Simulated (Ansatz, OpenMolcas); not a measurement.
A ladder of methods for GeSiNH7 (SMILES [SiH3][NH][GeH3])

GeSiNH7: 10 atoms, total charge 0, spin state singlet. SMILES: `[SiH3][NH][GeH3]`. The shape is that of a PBE0-D4/def2-TZVP optimisation.

Each level gives the vertical energy of the triplet above the singlet (eV). The values are calculated.

```tsv
level	kind	program	value (eV)
SVWN5/def2-SVP	LDA	Ansatz	5.19
M06-L/def2-SVP	meta-GGA	OpenMolcas	5.74
r2SCAN/def2-SVP	meta-GGA	Ansatz	5.44
M06-2X/def2-SVP	hybrid meta-GGA	OpenMolcas	5.98
CAM-B3LYP/def2-SVP	range-separated hybrid	Ansatz	5.87
wB97M-V/def2-SVP	range-separated hybrid	Ansatz	6.04
wB97X/def2-SVP	range-separated hybrid	Ansatz	6.17
CCSD/def2-SVP	coupled cluster or CI	Ansatz	6.09
```

All-electron rows without a relativistic Hamiltonian named are non-relativistic. The values span 5.19 to 6.17 eV. A triplet this far above the singlet is often a Rydberg-like or dissociative state; sets without diffuse functions put Rydberg states too high. In the correlated wave-function rows the outer d shell of Ge is correlated, in sets not made for it.

All eight levels place the triplet well above the singlet, as expected for a saturated silylgermylamine with no low-lying π* orbital. The highest occupied orbital is probably the nitrogen lone pair, stabilised somewhat by delocalisation into σ* orbitals on the silyl and germyl groups. Triplet excitation must then promote an electron into a σ*-type or diffuse orbital, at a high cost when the nuclei stay fixed.

The functionals fall into two groups without exception: LDA and the two meta-GGAs give 5.19 to 5.74 eV, while the hybrids start at 5.87 eV, possibly because exact exchange widens the separation between occupied and virtual levels. CCSD, at 6.09 eV, falls within the hybrid group, between wB97M-V and wB97X, so the semilocal values look low within this basis. The spread among the hybrids is too small to rank them on one molecule. Being vertical, these gaps do not show how far the triplet would drop on relaxation, or whether the Ge–N or the Si–N bond would weaken first.
